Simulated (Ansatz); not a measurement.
## Abstraction of Cl: C3H7Cl + GeH2Cl → C3H7 + GeH2Cl2

Species: C3H7Cl (2-chloropropane) `CC(C)Cl`, singlet; GeH2Cl `[Cl][GeH2]`, doublet; C3H7 (methylethyl) `C[CH]C`, doublet; GeH2Cl2 (dichlorogermane) `[Cl][GeH2][Cl]`, singlet. A radical takes Cl: the energy is the difference in strength between the C–Cl bond broken and the Ge–Cl bond made.

Shapes, held fixed at every level: PBE0-D4/def2-TZVP. Programs: Ansatz 0.2.0. The zero-point and thermal change to 298 K, harmonic and unscaled (PBE0-D4/def2-TZVP), is -6.0 kJ/mol.

```json
{"level": "MP2/def2-SVP", "kind": "perturbation theory", "ΔH(298 K) (kJ/mol)": "-47.9", "less CCSD(T)/def2-TZVPP": "+5.8"}
{"level": "HF/def2-SVP", "kind": "Hartree–Fock", "ΔH(298 K) (kJ/mol)": "-90.5", "less CCSD(T)/def2-TZVPP": "-36.8"}
{"level": "HF/def2-TZVPP", "kind": "Hartree–Fock", "ΔH(298 K) (kJ/mol)": "-86.1", "less CCSD(T)/def2-TZVPP": "-32.4"}
{"level": "SPW92/def2-TZVPP", "kind": "LDA", "ΔH(298 K) (kJ/mol)": "-32.6", "less CCSD(T)/def2-TZVPP": "+21.1"}
{"level": "B3LYP-D4/def2-TZVPP", "kind": "global hybrid", "ΔH(298 K) (kJ/mol)": "-55.1", "less CCSD(T)/def2-TZVPP": "-1.4"}
{"level": "wB97M-V/def2-TZVPP", "kind": "range-separated hybrid", "ΔH(298 K) (kJ/mol)": "-48.5", "less CCSD(T)/def2-TZVPP": "+5.2"}
{"level": "B2PLYP/def2-TZVPP", "kind": "double hybrid", "ΔH(298 K) (kJ/mol)": "-56.4", "less CCSD(T)/def2-TZVPP": "-2.7"}
{"level": "CCSD(T)/def2-TZVPP", "kind": "coupled cluster or CI", "ΔH(298 K) (kJ/mol)": "-53.7", "less CCSD(T)/def2-TZVPP": "0.0"}
```

The highest level, CCSD(T)/def2-TZVPP, gives ΔH(298 K) = -53.7 kJ/mol; the levels span -90.5 to -32.6. The column of differences is taken from that level and isn't an error. No measured value is set beside it here. Open shells run unrestricted. Relativity is left out for Ge. Outer-core shells of Ge are correlated in most correlated rows, in sets that cover them unevenly.

Chlorine transfer from carbon to germanium is exothermic at every level, with -53.7 kJ/mol from coupled cluster, so the Ge–Cl bond formed is stronger than the C–Cl bond broken. The main reason is probably bond polarity: germanium is more electropositive than carbon, which gives Ge–Cl a larger ionic contribution, and its larger size eases repulsion with the chlorine lone pairs. Hyperconjugation does stabilise the secondary alkyl radical, but the C–Cl bond in 2-chloropropane is about as strong as that in chloromethane, because alkyl groups stabilise the polar C–Cl bond as well.

Hartree–Fock exaggerates the exothermicity in both basis sets, while LDA understates it. This suggests that correlation strengthens the compact C–Cl bond more than the longer Ge–Cl bond, and that LDA overbinds the former more. The two hybrids and the double hybrid stay close to coupled cluster, but their small differences don't establish a ranking for germanium chemistry. MP2's similar value can't be credited to the method alone, as it comes from a smaller basis. The favourable enthalpy doesn't show that abstraction is fast, since no barrier was computed.
